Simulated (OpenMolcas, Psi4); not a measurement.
C2H5FOSi (SMILES FC1CO[SiH2]1): the dipole moment, rung by rung

The species is C2H5FOSi (10 atoms), meant as a singlet with charge 0. As SMILES, `FC1CO[SiH2]1`. The shape is that of a PBE0-D4/def2-TZVP optimisation.

Each level gives the dipole moment (D). The values are calculated.

| level | kind | program | value (D) |
| --- | --- | --- | --- |
| HF/def2-SVP | Hartree–Fock | OpenMolcas | 1.48 |
| SVWN5/def2-SVP | LDA | OpenMolcas | 1.14 |
| BLYP/def2-SVP | GGA | OpenMolcas | 1.10 |
| TPSS/def2-SVP | meta-GGA | OpenMolcas | 1.14 |
| r2SCAN/def2-SVP | meta-GGA | OpenMolcas | 1.19 |
| BHLYP/def2-SVP | global hybrid | OpenMolcas | 1.33 |
| PBE0/def2-SVP | global hybrid | OpenMolcas | 1.22 |
| CAM-B3LYP/def2-SVP (density fitting) | range-separated hybrid | Psi4 | 1.24 |

The values span 1.10 to 1.48 D. Magnitudes only.

The dipole moment grows with the share of exact exchange: the semilocal functionals all lie below the hybrids, PBE0 gives 1.22 D, BHLYP 1.33 D and Hartree–Fock 1.48 D. This probably reflects the more ionic charge distribution of Hartree–Fock in polar bonds, which electron correlation normally softens. Among the semilocal functionals there is no steady climb with rung, since BLYP falls below SVWN5 and TPSS only matches it.

The modest size of the moment fits the connectivity. Fluorine sits on the ring carbon diagonally opposite oxygen, so the C–F bond moment and that of the Si–O–C unit should partly oppose each other. A resultant left over from such a cancellation is sensitive to small shifts of charge in either part, which suggests why the relative spread is noticeable for an ordinary closed-shell molecule. The series supports a moderately polar molecule, but without diffuse functions in the basis, agreement between functionals doesn't establish the absolute value.
